Two electrons of opposite spin shared between two atoms can be arranged in four ways. In two of them each atom holds one electron, and in the other two both electrons sit on the same atom. A bonding orbital spread evenly over both atoms and filled twice gives all four the same weight, so half of the wavefunction is ionic whatever the bond length. That is tolerable in a short bond, but when a C–H bond breaks into two neutral radicals the ionic half has to fade away. The C–H bond is not perfectly even, so the half is approximate, but the argument holds. The table follows one methyl C–H bond of CH₃NHGeH₃ as it is stretched.

RHF, broken-symmetry UHF and CASSCF (2 electrons in 2 orbitals) with PySCF 2.14.0 and the cc-pVDZ basis, for a rigid stretch of one methyl C–H bond in neutral, singlet CH₃NHGeH₃ from its GFN2-xTB geometry. Spin squared refers to UHF, and the weak orbital occupation to the CASSCF natural orbitals.

| bond length (Å) | CASSCF energy over its lowest point (eV) | RHF energy over CASSCF (eV) | UHF energy under RHF (eV) | spin squared | first weak orbital occupation |
| --- | --- | --- | --- | --- | --- |
| 0.980 | 0.332 | 0.354 | 0.000 | 0.000 | 0.012 |
| 1.070 | 0.000 | 0.414 | 0.000 | 0.000 | 0.017 |
| 1.180 | 0.026 | 0.495 | 0.000 | 0.000 | 0.024 |
| 1.280 | 0.275 | 0.576 | 0.000 | 0.000 | 0.032 |
| 1.440 | 0.866 | 0.720 | 0.000 | 0.000 | 0.052 |
| 1.660 | 1.744 | 0.953 | 0.001 | 0.030 | 0.093 |
| 1.930 | 2.657 | 1.301 | 0.422 | 0.568 | 0.174 |
| 2.350 | 3.558 | 1.976 | 1.587 | 0.877 | 0.370 |
| 3.000 | 4.056 | 3.160 | 3.153 | 0.988 | 0.696 |

RHF fills the bonding orbital twice at every length, and its curve shows the consequence. On stretching to 3.00 Å its energy rises by 6.8 eV from its lowest calculated point, against 4.1 eV for CASSCF, an excess of 68 % relative to CASSCF. The sign of trouble is not that RHF lies above CASSCF, which it does in every row. It is that the distance between them grows at every step, from 0.41 eV at 1.07 Å to 3.16 eV at 3.00 Å. A constant gap would shift the curve without changing its shape, whereas a growing gap bends it.

CASSCF avoids this by adding a second configuration, in which both electrons occupy the antibonding orbital. Taken with the opposite sign, this configuration cancels the ionic arrangements and strengthens the neutral ones. In a short bond the antibonding orbital lies high in energy and is hardly used. As the bond stretches, the two orbitals approach each other and the cancellation becomes cheap. The first weak orbital occupation, the mean number of electrons in the antibonding partner, records this: it climbs steadily from 0.012 to 0.696, where RHF would have zero throughout.

UHF takes another way out. It keeps a single configuration but lets the spin-up and spin-down electrons use different orbitals, one leaning towards carbon and the other towards hydrogen. This removes ionic character at a price, because one such configuration is not a pure singlet but contains some triplet. While the bond is strong the triplet lies high, and the price exceeds the gain. UHF then falls back onto RHF, as it does in the five rows up to 1.44 Å. At 1.66 Å it has only just separated, by 0.001 eV, so the Coulson–Fischer point, where the symmetry first breaks, lies between these two lengths.

The failure of UHF therefore sits in the middle of the stretch and not at its end. Among the calculated lengths, its energy above CASSCF is largest at 1.66 Å, where it reaches 0.95 eV. There the bond is already weakened, yet UHF still describes it almost as RHF does. At 3.00 Å the difference has shrunk to 0.007 eV. Someone who compared only the stretched end with CASSCF would miss the worst region.

Spin squared, which is zero for a pure singlet, shows how UHF goes wrong once the symmetry has broken. Let $T$ be the overlap of the two orbitals that hold the spin-up and the spin-down electron of the bond. Full overlap, $T=1$, is the closed pair of RHF, and $T=0$ means two separate electrons. For a single pair,

$$\langle S^2\rangle = 1-T^2, \qquad n_{\mathrm{weak}} = 1-T,$$

where $n_{\mathrm{weak}}$ is the occupation of the weaker orbital in the UHF state. Eliminating $T$ gives $n_{\mathrm{weak}} = 1-\sqrt{1-\langle S^2\rangle}$, with nothing to adjust.

At 1.93 Å spin squared is 0.568, so $T=\sqrt{0.432}\approx 0.66$ and the weak occupation is about 0.34. CASSCF has 0.17 at the same length, about half as much. The excess does not mean that the singlet pair has come apart too far. If only singlet and triplet mix, the triplet share is half of spin squared, here 28 %. A triplet keeps one electron in each of the two orbitals, so it alone brings 0.28 to the weak occupation and leaves only about 0.06 for the singlet part. At 1.66 Å the order is reversed, with an estimated 0.015 against 0.093. UHF thus holds the pair closed too long, and once it lets go, much of the unpairing it shows is contamination: in all three rows from 1.93 Å onwards, more than half of the estimated weak occupation comes from the triplet. No row was used to fit the relation; it neglects any spin polarisation of the other electrons, so the estimates are approximate.

The triplet admixture should also shape the energy curve, since it is expected to cost much more at 1.93 Å than at 3.00 Å. Between 1.93 and 3.00 Å UHF rises by only 0.53 eV, while CASSCF rises by 1.40 eV. The UHF curve goes flat while the CASSCF pair is still losing its coupling. Read alone, it would suggest that the bond is nearly broken at a length where CASSCF still finds considerable binding.

Near the end of the stretch the spin error and the energy error part company. At 3.00 Å spin squared is 0.988, which corresponds to almost equal shares of singlet and triplet if only these two mix. Two distant radicals have nearly the same energy in either state, so heavy contamination then costs little. The very close agreement with CASSCF may still owe something to cancellation, since UHF can also polarise the remaining electrons, which this CASSCF leaves paired; that contribution is untested here.

Good agreement at the long end does not even give a good energy difference. Near the minimum UHF is identical to RHF and lacks the correlation that CASSCF adds within the bonding pair, which puts it 0.414 eV above CASSCF. At 3.00 Å almost nothing of this remains, so the UHF rise comes out too small by $0.414-0.007=0.407$ eV, or 10 % of the CASSCF rise. RHF makes breaking the bond look too costly, and UHF makes it look too cheap.

A spin squared of zero is accordingly no certificate of quality. In the five rows where it vanishes, the RHF gap already grows by 0.37 eV and the weak occupation rises from 0.012 to 0.052. Spin squared reports whether and how far UHF has broken the symmetry, not how much the pair needs a second configuration. The weak occupation measures that need, and it grows smoothly with no sudden onset.

CASSCF is a benchmark here for the breaking pair only, since it leaves out the correlation among the other electrons. The rest of the molecule is also held rigid, which raises the energies at long bond lengths. At 3.00 Å the pair is not fully uncoupled, as a weak occupation of 0.70 instead of 1 shows, so 4.1 eV is not a bond energy. For precursors used to deposit germanium-containing films, where homolysis can be a step of decomposition, the lesson concerns method: the energy along the path needs a treatment that follows the pair from coupled to separate. The output printed below gives the RHF and UHF curves, the UHF energy above CASSCF and both sets of occupations side by side.

Printed output of the fit:

```
Curves and unpairing along the stretch:
   row  RHF rise (eV)  UHF rise (eV)  UHF over CASSCF (eV)  UHF weak occupation estimated from spin squared  CASSCF weak occupation
  0.98          0.272          0.272                 0.354                                                0                   0.012
  1.07              0              0                 0.414                                                0                   0.017
  1.18          0.107          0.107                 0.495                                                0                   0.024
  1.28          0.437          0.437                 0.576                                                0                   0.032
  1.44          1.172          1.172                  0.72                                                0                   0.052
  1.66          2.283          2.282                 0.952                                          0.01511                   0.093
  1.93          3.544          3.122                 0.879                                           0.3427                   0.174
  2.35           5.12          3.533                 0.389                                           0.6493                    0.37
   3.0          6.802          3.649                 0.007                                           0.8905                   0.696
Growth of the RHF gap to CASSCF from 1.07 to 3.00 angstrom (eV): 2.746
RHF gap at 3.00 angstrom over that at 1.07 angstrom (ratio): 7.633
RHF rise to 3.00 angstrom too large against CASSCF (percent): 67.7
UHF rise to 3.00 angstrom too small against CASSCF (eV): 0.407
UHF rise to 3.00 angstrom too small against CASSCF (percent): 10.03
Largest UHF energy over CASSCF (eV): 0.952
Bond length of that largest UHF error (angstrom): 1.66
CASSCF rise from 1.93 to 3.00 angstrom (eV): 1.399
UHF rise from 1.93 to 3.00 angstrom (eV): 0.527
RHF rise from 1.93 to 3.00 angstrom (eV): 3.258
Rows in which UHF spin squared is zero (count): 5
Growth of the RHF gap from 0.98 to 1.44 angstrom with spin squared still zero (eV): 0.366
Triplet share of the UHF state at 1.93 angstrom if only singlet and triplet mix (percent): 28.4
Triplet share of the UHF state at 3.00 angstrom if only singlet and triplet mix (percent): 49.4
```
